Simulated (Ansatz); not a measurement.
A surface is cut from this relaxed crystal of Ir:

```cif
data_structure
_symmetry_space_group_name_H-M 'P 1'
_symmetry_Int_Tables_number 1
_cell_length_a 2.7084
_cell_length_b 2.7084
_cell_length_c 2.7084
_cell_angle_alpha 60.000
_cell_angle_beta 60.000
_cell_angle_gamma 60.000
_cell_volume 14.05
loop_
_atom_site_label
_atom_site_type_symbol
_atom_site_fract_x
_atom_site_fract_y
_atom_site_fract_z
_atom_site_occupancy
Ir1 Ir 0.00000 0.00000 0.00000 1
```

Miller indices refer to the conventional cell of Fm-3m (No. 225), a = 3.830 Å, b = 3.830 Å, c = 3.830 Å, α = 90.00°, β = 90.00°, γ = 90.00°.

The (211) slab of 13 planes, 9.4 Å thick with 15 Å of vacuum as cut; outer planes Ir (top) and Ir (bottom).

These are results of DFT PBEsol, scalar-relativistic, plane waves, PAW (Ansatz 0.2.0), not measurements. Cutoff 420 eV; k points 13×5×1 on the computed 13-atom cell (Γ-centred); Gaussian smearing, width 0.10 eV; no spin polarisation. The cell repeats along c with a dipole correction in the vacuum.

The work function is left out: read from the slab's Fermi level and from the bulk's it differs by over 0.3 eV, so the slab is too thin for it. The slab's inner planes relax by over 3 % too, so it holds no bulk-like region.

With the atoms at the bulk's places:

- Surface energy (mean of both faces): 3.31 J/m²

Problem. What changes when all atoms relax?

Solution. The energy falls by 0.170 J/m² a face, and the largest move is 0.18 Å.

* Surface energy (mean of both faces): 3.14 J/m²

| plane (bottom to top) | atoms | spacing to next, bulk (Å) | relaxed (Å) | change (%) |
| --- | --- | --- | --- | --- |
| 1 | Ir | 0.782 | 0.732 | -6.4 |
| 2 | Ir | 0.782 | 0.612 | -21.7 |
| 3 | Ir | 0.782 | 0.866 | +10.8 |
| 4 | Ir | 0.782 | 0.828 | +5.9 |
| 5 | Ir | 0.782 | 0.694 | -11.2 |
| 6 | Ir | 0.782 | 0.810 | +3.6 |
| 7 | Ir | 0.782 | 0.810 | +3.6 |
| 8 | Ir | 0.782 | 0.694 | -11.2 |
| 9 | Ir | 0.782 | 0.828 | +5.9 |
| 10 | Ir | 0.782 | 0.866 | +10.8 |
| 11 | Ir | 0.782 | 0.612 | -21.7 |
| 12 | Ir | 0.782 | 0.732 | -6.4 |
| 13 | Ir |  |  |  |

With no bulk-like middle, the error of these values can't be bounded. The bulk's energy on two k meshes differs by as much as moves the surface energy by 0.04 J/m².

Spin-orbit coupling is left out, which matters for the bands of heavy elements.

Worked out: the slab's 13 atoms lie 7.049 eV above the same atoms in the bulk. Shared over two faces of 17.97 Å² this is 196.2 meV/Å², and 1 eV/Å² is 16.02 J/m², which gives 3.14 J/m². The cut crosses 10 bonds a cell (neighbours within 10 % of the shortest distances), so each costs 0.70 eV on this count. The top spacing shrinks by 6.4 %, as is usual at a metal's surface, where atoms that lost neighbours bind closer to those left.

The (211) face of an fcc metal is a staircase of narrow (111) terraces separated by (100)-type steps, so its first three planes are the step edge, the mid-terrace row and the step-foot row, all exposed. The relaxation follows that geometry: the first two spacings shrink and the third grows by 10.8 %, as the edge and terrace rows sink while the foot row rises. This flattens the corrugation, as expected when electrons spread from the protruding edge into the step's hollow and the undercoordinated atoms are drawn inward. The 21.7 % contraction isn't a bond strain of that size, because the planes lie much closer together than bonded atoms.

Relaxation recovers only a small part of the surface energy, most of which comes from lost d-band bonding. The 0.70 eV per cut bond is an average rather than a transferable bond strength, since the remaining bonds strengthen as coordination falls. The single-period cell leaves open whether the steps would bunch or reconstruct over a longer period.
